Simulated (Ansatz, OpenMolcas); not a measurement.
**How methods differ on PH2 (SMILES [PH2])**

PH2 has 3 atoms, charge 0, and is taken as a doublet. As SMILES, `[PH2]`. The coordinates come from a GFN2-xTB relaxation.

```
atom    x (Å)    y (Å)    z (Å)
   P   0.5145  -0.3028   0.2527
   H   0.1115   1.0274   0.1724
   H  -0.6260  -0.7246  -0.4251
```

Quantity: the energy change with the P1–H3 bond stretched from 1.392 to 2.784 Å, in eV. The values are calculated.

| level | kind | program | value (eV) | less FCI/6-31G* | CPU time (all runs) |
| --- | --- | --- | --- | --- | --- |
| UHF/6-31G* (spherical functions) | Hartree–Fock | Ansatz | 2.28 | -0.37 | 0.45 s |
| U-revPBE/6-31G* (spherical functions) | GGA | Ansatz | 3.01 | +0.36 | 3.9 s |
| UPBE0/6-31G* (spherical functions) | global hybrid | Ansatz | 3.09 | +0.44 | 5.5 s |
| UCAM-B3LYP/6-31G* (spherical functions) | range-separated hybrid | Ansatz | 3.14 | +0.49 | 6.3 s |
| RPA@PBE/6-31G* (spherical functions) | RPA | Ansatz | 2.92 | +0.27 | 5.5 s |
| UMP2/6-31G* (spherical functions) | perturbation theory | Ansatz | 2.72 | +0.07 | 0.51 s |
| UBCCD(T)/6-31G* (spherical functions) | coupled cluster or CI | Ansatz | 2.72 | +0.07 | 1.3 s |
| FCI/3-21G | exact in the basis | OpenMolcas | 2.26 | -0.39 | 7.6 s |
| FCI/6-31G* (spherical functions) | exact in the basis | Ansatz | 2.65 | 0.00 | 12 s |

FCI/6-31G* (spherical functions) is exact within its basis and frozen core, so for wave-function methods in that basis the difference is their error; functionals converge differently with the basis, so for them it is only a difference. The first shape isn't each level's own minimum. The values span 2.26 to 3.14 eV. Spin contamination of the reference (⟨S²⟩ at least 0.1 too high) touches UHF/6-31G*, U-revPBE/6-31G*, UPBE0/6-31G*, UCAM-B3LYP/6-31G*, RPA@PBE/6-31G*, UMP2/6-31G*, UBCCD(T)/6-31G*. High-level rows in very small sets aren't better than simpler rows in larger ones. Times are those of the runs behind each value, whatever else they computed, on shared processors of several kinds: orders of magnitude only.

Stretching the P–H bond turns a shared electron pair into an open-shell PH fragment and a hydrogen atom, so the energy change depends on how well the pair's correlation is described. Hartree–Fock gives only 2.28 eV against 2.65 eV for FCI in the same basis, because it misses correlation that stabilises the intact bond more than the separating fragments. UMP2 and UBCCD(T) recover most of this and both end slightly high, probably because the spin-contaminated reference leaves the stretched geometry less well correlated. Their identical values don't show that perturbation theory is generally as reliable as coupled cluster for this bond breaking.

The basis matters as much as correlation: FCI drops to 2.26 eV in 3-21G, which lacks the d functions on phosphorus that polarise the bonding density and help to correlate the pair. The near match with Hartree–Fock in the larger basis is therefore a coincidence of two different deficiencies. The stretched point alone doesn't establish the dissociation limit, since some interaction between the fragments may remain there.
